\section*{Brown's high-barrier rate for an axial particle}

A single-domain particle with an easy axis jumps between its two orientations at random times, and a sensor that reads the moment along the axis records telegraph noise. This page derives the jump rates from the stochastic Gilbert equation, following the model of Brown (1963). The steps are a reduction to diffusion in one variable, a two-sided bound on the slowest eigenvalue, and Laplace's method for the integrals that remain.

\subsection*{1. Premises and conventions}

We use atomic units built on SI electromagnetism, $\hbar=m_e=e=4\pi\varepsilon_0=1$. The Bohr magneton is then $\mu_B=1/2$, and the gyromagnetic ratio is $\gamma=g\mu_B/\hbar=g/2$, taken positive. Fields are inductions $B$. The thermal energy is written $kT$.

\begin{enumerate}
\item[P1.] The particle is a macrospin $\mu\,\mathbf m$ with $|\mathbf m|=1$ and fixed $\mu=M_sV$.
\item[P2.] The energy depends only on $z=m_z$, the projection on the easy axis, and the field lies along that axis:
\begin{equation}
E(z)=-KVz^2-\mu Bz .
\label{energy}
\end{equation}
\item[P3.] The motion obeys the Gilbert equation with a constant scalar damping $\alpha>0$,
\begin{equation}
\dot{\mathbf m}=-\gamma\,\mathbf m\times\mathbf B_{\rm t}+\alpha\,\mathbf m\times\dot{\mathbf m},\qquad
\mathbf B_{\rm t}=-\frac{E'(z)}{\mu}\,\mathbf e_z+\mathbf b(t).
\label{gilbert}
\end{equation}
\item[P4.] The random field is Gaussian, isotropic and of zero mean, with $\langle b_k(t)b_l(t')\rangle=2Q\,\delta_{kl}\,\delta(t-t')$. The delta function is the limit of a narrow even correlation function (Stratonovich reading).
\item[P5.] The stationary distribution is the Boltzmann distribution at temperature $T$. This fixes $Q$.
\end{enumerate}

The reduced quantities are
\begin{equation}
s=\frac{KV}{kT},\qquad B_K=\frac{2KV}{\mu},\qquad h=\frac{B}{B_K},\qquad x=z+h .
\end{equation}
Then $E/kT=-s(z^2+2hz)=-sx^2+sh^2$. We drop the constant and use $U=-sx^2$. For $|h|<1$ the maximum $U=0$ lies at $z_m=-h$, the minima lie at $z=\pm1$, and the barrier seen from the well at $z=\pm1$ is
\begin{equation}
\Delta_\pm=s(1\pm h)^2 .
\end{equation}

\subsection*{2. Explicit equation of motion}

Take the cross product of \eqref{gilbert} with $\mathbf m$. Since $\mathbf m\cdot\dot{\mathbf m}=0$, we have $\mathbf m\times(\mathbf m\times\dot{\mathbf m})=-\dot{\mathbf m}$, so $\mathbf m\times\dot{\mathbf m}=-\gamma\,\mathbf m\times(\mathbf m\times\mathbf B_{\rm t})-\alpha\dot{\mathbf m}$. Insert this in the last term of \eqref{gilbert}:
\begin{equation}
\dot{\mathbf m}=-\gamma'\,\mathbf m\times\mathbf B_{\rm t}-\alpha\gamma'\,\mathbf m\times(\mathbf m\times\mathbf B_{\rm t}),\qquad \gamma'=\frac{\gamma}{1+\alpha^2}.
\end{equation}
The right side is linear in the field. For each Cartesian direction $k$ define two vector fields tangent to the unit sphere,
\begin{equation}
\mathbf R_k=\mathbf e_k\times\mathbf m,\qquad \mathbf G_k=\mathbf e_k-m_k\mathbf m,
\end{equation}
the first for precession and the second for damping. Then $\dot{\mathbf m}=\sum_kB_{{\rm t},k}\mathbf V_k$ with $\mathbf V_k=\gamma'(\mathbf R_k+\alpha\mathbf G_k)$. Plain letters $R_k$, $G_k$, $V_k$ denote the directional derivatives, for example $V_k=\mathbf V_k\cdot\nabla_{\mathbf m}$.

\subsection*{3. The Fokker--Planck equation in $z$}

Along a trajectory a smooth function $f(\mathbf m)$ obeys $\dot f=Af+\sum_kb_k(t)V_kf$ with $A=-(E'/\mu)V_z$. Iterate this over a step $\delta t$ that is long against the noise correlation time and short against the motion. The term linear in $b$ averages to zero. The quadratic term is $\int dt_1\int^{t_1}dt_2\,b_k(t_1)b_l(t_2)V_lV_kf$. The inner integral covers half of the even correlation function and gives $Q\delta_{kl}$. Higher terms are of order $\delta t^2$. Hence
\begin{equation}
\frac{d\langle f\rangle}{dt}=\langle Lf\rangle,\qquad L=A+Q\sum_kV_k^2 .
\end{equation}
Apply $L$ to a function of $z$ alone. The chain rule gives $V_k^2f=f''(V_kz)^2+f'V_kV_kz$. The first derivatives are
\begin{equation}
R_xz=m_y,\quad R_yz=-m_x,\quad R_zz=0,\qquad G_kz=\delta_{kz}-zm_k .
\end{equation}
With $|\mathbf m|=1$ the sums of products are
\begin{equation}
\sum_k(R_kz)^2=\sum_k(G_kz)^2=1-z^2,\qquad \sum_k(R_kz)(G_kz)=-z(m_ym_x-m_xm_y)=0 .
\end{equation}
For the second derivatives use $R_xm_y=-z$, $R_ym_x=z$, $R_km_k=0$, $G_km_l=\delta_{kl}-m_km_l$:
\begin{align}
\sum_kR_kR_kz&=-2z, &
\sum_kG_kG_kz&=-\sum_k\left[m_kG_kz+zG_km_k\right]=-2z,\\
\sum_kR_kG_kz&=-\sum_k m_kR_kz=0, &
\sum_kG_kR_kz&=G_xm_y-G_ym_x=0 .
\end{align}
All cross terms between precession and damping cancel. The noise part is $Q\gamma'^2(1+\alpha^2)[(1-z^2)f''-2zf']$ and the drift part is $-\alpha\gamma'(1-z^2)E'f'/\mu$, because $R_zz=0$ and $G_zz=1-z^2$. So
\begin{equation}
Lf=\frac{Q\gamma^2}{1+\alpha^2}\,\partial_z\!\left[(1-z^2)f'\right]-\frac{\alpha\gamma}{(1+\alpha^2)\mu}(1-z^2)E'f' .
\label{gen}
\end{equation}
This is the step where axial symmetry acts. $L$ maps functions of $z$ to functions of $z$, so $z(t)$ is a Markov process by itself. The deterministic precession runs along circles of constant $z$ and moves only the azimuth. No assumption on the size of $\alpha$ was made.

Let $P(z,t)$ be the density of $z$. Write $\langle f\rangle=\int fP\,dz$ and integrate \eqref{gen} by parts. The boundary terms carry the factor $1-z^2$ and vanish for bounded $P$ and $P'$. The result is $\partial_tP=-\partial_zJ$ with
\begin{equation}
J=-(1-z^2)\left[\frac{Q\gamma^2}{1+\alpha^2}P'+\frac{\alpha\gamma}{(1+\alpha^2)\mu}E'P\right].
\end{equation}
The area element of the sphere is $dz\,d\varphi$, so the Boltzmann density in $z$ is $\rho=e^{-U}/Z$ with $Z=\int_{-1}^1e^{-U}dz$. A stationary state has constant $J$, and $J(\pm1)=0$, so $J$ vanishes for $P=\rho$. With $\rho'=-E'\rho/kT$ this requires $Q=\alpha kT/(\gamma\mu)$, the fluctuation--dissipation relation of the model. The equation becomes
\begin{equation}
\partial_tP=\partial_z\!\left[D\rho\,\partial_z\!\left(\frac{P}{\rho}\right)\right],\qquad D(z)=\frac{1-z^2}{2\tau_N},\qquad
\tau_N=\frac{(1+\alpha^2)M_sV}{2\alpha\gamma kT}.
\label{fp}
\end{equation}
Written out, it reads $2\tau_N\partial_tP=\partial_z[(1-z^2)(P'+U'P)]$. The same $\tau_N$ holds in SI with $\gamma$ in $\mathrm{rad\,s^{-1}T^{-1}}$. A text that uses $\gamma_0=\mu_0\gamma$ and fields $H$ has an extra $\mu_0$ in the numerator. The damping appears only in $\tau_N$, so every eigenvalue of \eqref{fp} is $1/\tau_N$ times a function of $s$ and $h$.

\subsection*{4. The slowest eigenvalue, bounded from both sides}

Write a decaying mode as $P=\rho+\psi'(z)e^{-\lambda t}$, where $\psi$ is the excess probability below $z$. By definition $\psi(-1)=0$, and conservation of probability gives $\psi(1)=0$. Integrate \eqref{fp} from $-1$ to $z$, with no flux at $-1$: $-\lambda\psi=D\rho\,(\psi'/\rho)'$. Change the variable to the equilibrium cumulative probability $F(z)=\int_{-1}^z\rho\,dz'$, which runs from 0 to 1. Since $d/dz=\rho\,d/dF$,
\begin{equation}
-\frac{d^2\psi}{dF^2}=\lambda\,\sigma\,\psi,\qquad \sigma=\frac{1}{D\rho^2},\qquad \sigma\,dF=\frac{dz}{D\rho}.
\label{string}
\end{equation}
This is a string of unit length and unit tension, clamped at both ends, with mass density $\sigma$. The barrier, where $\rho$ is tiny, is a heavy bead on the string, and the slow mode is the oscillation of the bead. The eigenvalues $0<\lambda_1<\lambda_2<\dots$ are positive, and we define $\tau=1/\lambda_1$.

\paragraph{Upper bound.} The Green's function of $-d^2/dF^2$ with clamped ends is $\mathcal G(F,F')=F_<(1-F_>)$, with $F_<$ and $F_>$ the smaller and larger argument. For modes normalised by $\int\sigma\psi_k^2dF=1$, Mercer's theorem gives $\mathcal G=\sum_k\psi_k(F)\psi_k(F')/\lambda_k$. Set $F'=F$, multiply by $\sigma$ and integrate:
\begin{equation}
\sum_{k\ge1}\frac1{\lambda_k}=\Theta\equiv\int_{-1}^1\frac{F(1-F)}{D\rho}\,dz .
\label{trace}
\end{equation}
The weight $\sigma$ grows as $1/F$ and $1/(1-F)$ at the ends, where $D\to0$. The identity follows for a weight cut off near the ends, and both sides increase monotonically to their limits as the cutoff is removed. The integrand of \eqref{trace} stays finite. As a test take $s=0$: the modes are Legendre polynomials with $\lambda_k=k(k+1)/2\tau_N$, the sum is $2\tau_N$, and $\rho=1/2$, $F(1-F)=(1-z^2)/4$ give $\Theta=2\tau_N$ as well. All terms of the sum are positive, so $\tau\le\Theta$.

\paragraph{Lower bound.} The Rayleigh principle states $\tau\ge\int\sigma\psi^2dF\big/\int(d\psi/dF)^2dF$ for any clamped trial function. Let $n=F(z_m)$, and define the well weights
\begin{equation}
Z_-=\int_{-1}^{z_m}e^{-U}dz,\qquad Z_+=\int_{z_m}^{1}e^{-U}dz,\qquad n=\frac{Z_-}{Z},\quad 1-n=\frac{Z_+}{Z}.
\end{equation}
Choose the static shape of a string pulled at the bead: $\psi_0=F/n$ for $F<n$ and $\psi_0=(1-F)/(1-n)$ for $F>n$. The denominator is $1/n+1/(1-n)=1/[n(1-n)]$, so
\begin{equation}
\tau\ge\Theta_0\equiv n(1-n)\int_{-1}^1\frac{\psi_0^2}{D\rho}\,dz .
\label{theta0}
\end{equation}
For $F<n$ one has $F(1-F)-n(1-n)\psi_0^2=F(n-F)/n$, and for $F>n$ the difference is $(1-F)(F-n)/(1-n)$. The gap between the bounds is therefore
\begin{equation}
\mathcal R=\Theta-\Theta_0=\int_{-1}^{z_m}\frac{F(n-F)}{nD\rho}\,dz+\int_{z_m}^{1}\frac{(1-F)(F-n)}{(1-n)D\rho}\,dz .
\label{gap}
\end{equation}

\paragraph{Well weights.} In the variable $x$, $Z_\pm=\int_0^{1\pm h}e^{sx^2}dx$. Substitute $sx^2=\Delta_\pm-v$:
\begin{equation}
Z_\pm=\frac{e^{\Delta_\pm}}{2s(1\pm h)}\,w(\Delta_\pm),\qquad
w(\Delta)=\int_0^\Delta\frac{e^{-v}\,dv}{\sqrt{1-v/\Delta}} .
\label{zw}
\end{equation}
This is exact. The function $w$ is $2\sqrt\Delta$ times Dawson's integral $e^{-\Delta}\int_0^{\sqrt\Delta}e^{t^2}dt$, and $w\ge1-e^{-\Delta}$ because the square root is at most one.

\paragraph{Size of the gap.} In the lower well $\rho$ falls from $z=-1$ to $z_m$. This gives two inequalities. First, $n-F(z)=\int_z^{z_m}\rho\,dz'\le\rho(z)(z_m-z)\le\rho(z)(1-z)$. The first integrand of \eqref{gap} is then at most $2\tau_N(F/n)/(1+z)$. Second, $F/n\le\min[1,c(1+z)]$ with $c=\rho(-1)/n=e^{\Delta_-}/Z_-$, and $c(1-h)\ge1$ since $n\le\rho(-1)(1-h)$. Integrating over $u=1+z$ from 0 to $1-h$, with a split at $u=1/c$, gives $1+\ln[c(1-h)]$, and \eqref{zw} gives $c(1-h)=2\Delta_-/w(\Delta_-)$. The upper well is the mirror image. Thus
\begin{equation}
\Theta-\mathcal R\le\tau\le\Theta,\qquad
\mathcal R\le2\tau_N\left[2+\ln\frac{2\Delta_+}{w(\Delta_+)}+\ln\frac{2\Delta_-}{w(\Delta_-)}\right].
\label{bounds}
\end{equation}
The gap grows only logarithmically with the barrier, while $\Theta$ grows exponentially. Combining \eqref{trace} with \eqref{theta0} also gives $\sum_{k\ge2}1/\lambda_k\le\mathcal R$. All other modes together are fast, which is the time-scale separation that the two-state picture needs.

\subsection*{5. Reduction to a barrier integral}

Insert $D$, $\rho$ and $n$ in \eqref{theta0}:
\begin{equation}
\Theta_0=2\tau_N\frac{Z_+Z_-}{Z}\int_{-1}^1\psi_0^2\,\frac{e^{U}}{1-z^2}\,dz .
\end{equation}
The factor $e^U=e^{-sx^2}$ peaks at the barrier top, where $\psi_0=1$. We replace $\psi_0^2$ by one on $|z|\le1-\epsilon$ with $\epsilon=1/2s$, drop the two end strips, and bound the cost. We assume $\Delta_\pm>1$, so that $z_m$ lies well inside the interval. On the lower side $1-\psi_0^2\le2(n-F)/n\le2(1-z)e^{-U}/Z_-$. With $Z_+/Z\le1$ the change of $\Theta_0$ is at most $4\tau_N\int dz/(1+z)\le4\tau_N\ln(2/\epsilon)$. In the strip $1+z<\epsilon$ the integrand of \eqref{theta0} is at most $F/(D\rho)\le2\tau_N\rho(-1)/[\rho(z)(1-z)]$. Here $1-z>1$ and $\rho(-1)/\rho(z)\le e^{2s(1-h)\epsilon}\le e^2$, so the strip gives at most $e^2\tau_N/s$. The upper side is the same. Hence
\begin{equation}
\tau=2\tau_N\,\mathcal I\,\frac{Z_+Z_-}{Z_++Z_-}+O(\tau_N\ln s),\qquad
\mathcal I=\int_{-1+\epsilon}^{1-\epsilon}\frac{e^{-sx^2}}{1-z^2}\,dz .
\end{equation}
Up to an exponentially small relative amount, the rate is a sum of two terms,
\begin{equation}
\frac1\tau=\Gamma_++\Gamma_-,\qquad \Gamma_\pm=\frac{1}{2\tau_N\,\mathcal I\,Z_\pm}.
\label{sum}
\end{equation}

\subsection*{6. Laplace's method and Brown's formula}

\paragraph{Wells.} Expand $(1-v/\Delta)^{-1/2}=\sum_j\frac{(2j-1)!!}{2^jj!}(v/\Delta)^j$ in \eqref{zw} and use $\int_0^\infty v^je^{-v}dv=j!$. Extending the range to infinity changes each term by an exponentially small amount, and the result is the asymptotic series
\begin{equation}
w(\Delta)\sim\sum_{j\ge0}\frac{(2j-1)!!}{(2\Delta)^j}=1+\frac1{2\Delta}+\frac{3}{4\Delta^2}+\dots
\label{series}
\end{equation}
The minima are ends of the interval with a finite slope $|U'|=2s(1\pm h)$, which is why the leading weight is $e^{\Delta_\pm}/|U'|$ and has no Gaussian square root.

\paragraph{Barrier.} Use partial fractions with $z=x-h$:
\begin{equation}
\frac1{1-z^2}=\frac12\left[\frac1{(1+h)-x}+\frac1{(1-h)+x}\right].
\end{equation}
Expand $1/(a\mp x)=a^{-1}\sum_j(\pm x/a)^j$. Against $e^{-sx^2}$ on the whole line the odd powers vanish and $\int x^{2j}e^{-sx^2}dx=\sqrt{\pi/s}\,(2j-1)!!/(2s)^j$. With $sa^2=\Delta_\pm$ each fraction produces the series \eqref{series} again. The poles and the cutoff sit where the Gaussian is of order $e^{-\Delta_\pm}$ and leave no trace in the series. Therefore
\begin{equation}
\mathcal I\sim\sqrt{\frac\pi s}\,\frac{C_b}{1-h^2},\qquad
C_b=\tfrac12\left[(1-h)\,w(\Delta_+)+(1+h)\,w(\Delta_-)\right].
\label{barrier}
\end{equation}

\paragraph{Result.} Insert \eqref{zw} and \eqref{barrier} in \eqref{sum}. The factor $2s(1\pm h)$ from the well, the factor $\sqrt{s/\pi}\,(1-h^2)$ from the barrier and $1/2\tau_N$ combine to
\begin{equation}
\Gamma_\pm=\frac{\Gamma^B_\pm}{C_\pm},\qquad
\Gamma^B_\pm=\frac{s^{3/2}}{\tau_N\sqrt\pi}(1-h^2)(1\pm h)\,e^{-s(1\pm h)^2},\qquad C_\pm=C_b\,w(\Delta_\pm).
\label{rates}
\end{equation}
For high barriers $w\to1$, so $C_\pm\to1$, and Brown's rate follows:
\begin{equation}
\boxed{\;\frac1{\tau_B}=\frac{s^{3/2}}{\tau_N\sqrt\pi}\,(1-h^2)\left[(1+h)\,e^{-s(1+h)^2}+(1-h)\,e^{-s(1-h)^2}\right]\;}
\label{brown}
\end{equation}
The first correction comes from \eqref{series}. Since $(1-h)^3+(1+h)^3=2(1+3h^2)$,
\begin{equation}
C_\pm=1+\frac{1+3h^2}{2s(1-h^2)^2}+\frac1{2s(1\pm h)^2}+O(\Delta^{-2}).
\label{first}
\end{equation}
$C_b$ is a weighted mean of the two $w$, so the first-order term of $C_\pm$ never exceeds $1/\Delta_{\min}$, with $\Delta_{\min}=s(1-|h|)^2$. It is positive, so \eqref{brown} overestimates the rate at high barriers. At zero field $C_\pm=w(s)^2$ and
\begin{equation}
\tau=\frac{\sqrt\pi\,\tau_N\,e^{s}}{2s^{3/2}}\left[1+\frac1s+\frac7{4s^2}+\dots\right].
\end{equation}

\paragraph{The prefactor.} From the definitions $s/\tau_N=\alpha\gamma'B_K$, so
\begin{equation}
f_0\equiv\frac{s^{3/2}}{\tau_N\sqrt\pi}=\frac{\alpha}{1+\alpha^2}\,\gamma B_K\sqrt{\frac{s}{\pi}} .
\label{f0}
\end{equation}
It is proportional to $\alpha$ at weak damping and to $1/\alpha$ at strong damping, is unchanged under $\alpha\to1/\alpha$, and peaks at $\alpha=1$. It varies as $T^{-1/2}$ at fixed $K$, $M_s$ and $\alpha$. The cause is geometric. The barrier top is a full circle of constant $z$, so it has one Gaussian direction in place of the two of an isolated saddle, and one factor $\sqrt{kT}$ is left uncancelled. At $h=0$ the slope of $\ln\tau_B$ against $1/kT$ is therefore $KV-kT/2$.

\subsection*{7. What a telegraph trace measures}

The two terms of \eqref{sum} are the separate escape rates. To see this, compute the mean time $t(z_0)$ to reach a threshold $z_a$ deep in the lower well from a start $z_0$ in the upper well. It obeys $Lt=-1$ with $t(z_a)=0$, and \eqref{gen} can be written $Lt=\rho^{-1}(D\rho\,t')'$. Integrate $(D\rho\,t')'=-\rho$ from $z$ to 1, where $D=0$, to get $D\rho\,t'=1-F$. Then
\begin{equation}
t(z_0)=\int_{z_a}^{z_0}\frac{1-F}{D\rho}\,dz\simeq(1-n)\,2\tau_NZ\,\mathcal I=\frac1{\Gamma_+},
\end{equation}
where $1-F$ was replaced by its value at the barrier, at a cost of order $\tau_N\ln s$ by the inequalities of section 5. The mirror argument gives $1/\Gamma_-$ for the lower well. Because all modes but one die within a time of order $\mathcal R$, the particle forgets its history between jumps, and the populations obey $\dot n_+=-\Gamma_+n_++\Gamma_-n_-$ with exponentially distributed dwell times. Four practical points follow.
\begin{itemize}
\item The mean dwell times are $1/\Gamma_+$ and $1/\Gamma_-$. The relaxation time is $\tau=1/(\Gamma_++\Gamma_-)$. At zero field the dwell time is $2\tau$.
\item With $z_a=z_m$ the integral covers half of the Gaussian, so the time to the top is half the dwell time at leading order. A particle at the top falls back about half of the time. A slow detector does not see these excursions, but a simulation with a single threshold at the top counts them. Use two thresholds, one in each well.
\item The ratio of dwell times is an equilibrium quantity, free of $\alpha$:
\begin{equation}
\frac{\Gamma_-}{\Gamma_+}=\frac{Z_+}{Z_-}=\frac{1-h}{1+h}\,e^{4sh}\,\frac{w(\Delta_+)}{w(\Delta_-)},\qquad 4sh=\frac{2\mu B}{kT}.
\label{ratio}
\end{equation}
\item For a signal $\pm1$ the variance is $1-(n_+-n_-)^2=4n_+n_-$ at equilibrium populations, the autocovariance is $4n_+n_-e^{-|t|/\tau}$, and the one-sided spectrum is $16n_+n_-\tau/[1+(2\pi f\tau)^2]$ with corner frequency $1/2\pi\tau$. The true levels fall short of $\pm1$ by the in-well mean of $1-|z|$, which is $1/[2s(1\pm h)]$ at leading order.
\end{itemize}

\subsection*{8. Range of validity}

\begin{enumerate}
\item \emph{Barrier.} Equation \eqref{brown} needs $|h|<1$ and $\Delta_{\min}\gg1$. Its relative correction is given by \eqref{first} and is of order $1/\Delta_{\min}$. Large $s$ alone is not enough near $|h|=1$. With the factors $C_\pm$ kept, what remains is of relative order $(\tau_N/\tau)\ln s$. At lower barriers use the bounds \eqref{bounds} or solve \eqref{fp}.
\item \emph{Damping.} Within P1--P5 the result holds for every $\alpha>0$, because the reduction \eqref{gen} is exact. This is a statement about the Gilbert model with exact axial symmetry.
\item \emph{Symmetry.} A transverse field $B_\perp=h_\perp B_K$ along $\mathbf e_x$ adds $-2sh_\perp m_x$ to $U$ and couples $z$ to the azimuth. Reversing $h_\perp$ is a rotation about the axis, so the rate changes first at order $h_\perp^2$. Two estimates set the scale. The modulation of the barrier around its circle has amplitude about $2sh_\perp$, which must be small. The precession term $\gamma'B_\perp m_y$ in $\dot z$ acts during the time $\tau_N/s=1/(\alpha\gamma'B_K)$ that the moment spends near the top (linearising the drift in \eqref{fp} gives $\dot x=(1-h^2)sx/\tau_N$). It shifts $z$ by up to about $h_\perp/\alpha$, to be compared with the thermal width $s^{-1/2}$. A sufficient condition, as an order of magnitude, is
\begin{equation}
sh_\perp\ll\min\left(1,\alpha\sqrt s\right).
\label{transverse}
\end{equation}
Weak damping thus makes the symmetry requirement stricter. A transverse anisotropy acts in the same way. An experiment that lowers the barrier with a sizeable hard-axis field has isolated saddle points, and \eqref{brown} does not describe it.
\item \emph{Macrospin.} Internal modes must stay unexcited and reversal must be uniform. With spin-wave dispersion $\omega=\gamma B_K+D_{\rm sw}q^2$ and free surface spins, the lowest non-uniform mode of a sphere of radius $r$ has $q=2.08/r$, from the first zero of the derivative of the spherical Bessel function $j_1$. We need $D_{\rm sw}q^2\gg kT$ and a diameter below the length $\sqrt{D_{\rm sw}/\gamma B_K}$ at which exchange and anisotropy energies balance.
\item \emph{Classical white noise.} The spin $\mu/\gamma$ must be large, the precession quantum $\gamma B_K$ must be small against $kT$, and the bath must decorrelate faster than $1/\gamma B_K$.
\item \emph{Isolation.} Stray fields of neighbours and of the sensor must be static and counted in $B$ and $B_\perp$.
\end{enumerate}

\subsection*{9. Illustration: one Co particle at 10 K}

Take a sphere of diameter $d=3.0$ nm at $T=10$ K. The given inputs are typical values for a small Co particle: $M_s\approx1.4\times10^6$ A/m, an effective uniaxial $K\approx2.0\times10^5$ J/m$^3$, $g\approx2.2$, $\alpha\approx0.1$, and approximately $D_{\rm sw}\approx0.5$ eV\,\AA$^2$. They define a model particle and describe no specific sample. The atomic units are $4.360\times10^{-18}$ J, $0.5292$ \AA, $2.419\times10^{-17}$ s, $2.351\times10^{5}$ T and $1.855\times10^{-23}$ J/T for the moment. Intermediate values are carried unrounded.

In atomic units $V=\pi d^3/6=9.540\times10^4$, $KV=6.485\times10^{-4}$, $\mu=1067$ (that is $2134\,\mu_B$), $kT=3.167\times10^{-5}$ and $\gamma=1.1$. Then
\begin{equation}
s=20.48,\qquad B_K=1.216\times10^{-6},\qquad \tau_N=1.547\times10^{8},\qquad f_0=3.380\times10^{-7}.
\end{equation}
Converted, $B_K=0.286$ T, $\tau_N=3.74$ ns and $f_0=1.40\times10^{10}$ s$^{-1}$. A bias of 10 mT along $+z$ gives $h=0.035$. The table lists Brown's rates from \eqref{rates} and the times with and without the factors $C_\pm$. The third figure of the leading-order times is printed only to show the size of the correction.

\begin{center}
\begin{tabular}{lccc}
\hline
 & $B=0$ & 10 mT, well $+$ & 10 mT, well $-$\\
\hline
$\Delta_\pm$ & 20.48 & 21.94 & 19.07\\
$\Gamma^B_\pm$ (atomic units) & $4.32\times10^{-16}$ & $1.04\times10^{-16}$ & $1.70\times10^{-15}$\\
$w(\Delta_\pm)$ & 1.0265 & 1.0246 & 1.0286\\
$C_\pm$ & 1.054 & 1.052 & 1.056\\
$1/\Gamma^B_\pm$ (ms) & 56.1 & 233 & 14.2\\
$1/\Gamma_\pm$ (ms) & 59.1 & 245 & 15.0\\
\hline
\end{tabular}
\end{center}

At zero field $\tau_B=28.0$ ms and $\tau=29.5$ ms, half of the dwell times. At 10 mT, $C_b=1.0267$, $\tau_B=13.4$ ms and $\tau=14.2$ ms. The first-order terms of \eqref{first} are 0.049 at zero field and 0.047 and 0.051 for the two wells at 10 mT, which accounts for most of $C_\pm-1$. The bound \eqref{bounds} gives $\mathcal R\le70$ ns at 10 mT, a fraction $5.0\times10^{-6}$ of $\tau$, so $\Theta$ and $\tau$ coincide at this precision and the trace is a clean two-state process. With $4sh=2.867$ the ratio \eqref{ratio} is 16.3, or 16.4 with $w=1$. The moment points along the field for a fraction $n_+=0.942$ of the time, the variance $4n_+n_-$ is 0.22, the corner frequency is 11.2 Hz, and the two levels fall short of $\pm1$ by about $1/2s=0.024$.

The premises can be tested on these numbers. The spin is $\mu/\gamma=970$. The precession quantum $\gamma B_K=1.337\times10^{-6}$ corresponds to 0.42 K, well below 10 K. The exchange energy $D_{\rm sw}q^2$ of the lowest internal mode is $3.5\times10^{-4}$, or $11\,kT$, and $\sqrt{D_{\rm sw}/\gamma B_K}$ is 12 nm, above the diameter. For the symmetry condition $\alpha\sqrt s=0.45$, so \eqref{transverse} asks for $B_\perp\ll6.3$ mT. A misalignment of the bias by $5^\circ$ gives $B_\perp=0.87$ mT, a barrier modulation $2sh_\perp=0.12$ and a precession estimate $(h_\perp\sqrt s/\alpha)^2=0.02$ for the relative change of the rate. This estimate has an undetermined coefficient of order one and rivals the correction $C_\pm-1$, so the third figure of $1/\Gamma_\pm$ has a meaning only for better alignment.

The inputs matter more than any of these corrections. At zero field $\tau_B\propto V^{-1/2}e^{s}$ by \eqref{f0}, so a diameter larger by one per cent multiplies the dwell time by 1.83, and at weak damping the times scale nearly as $1/\alpha$. The dwell-time ratio \eqref{ratio} as a function of $B$ gives $\mu/kT$ with only a weak dependence on $K$, the temperature slope $KV-kT/2$ gives the barrier, and $f_0$ then gives $\alpha/(1+\alpha^2)$ through \eqref{f0} when $g$ is known and the axial condition \eqref{transverse} holds.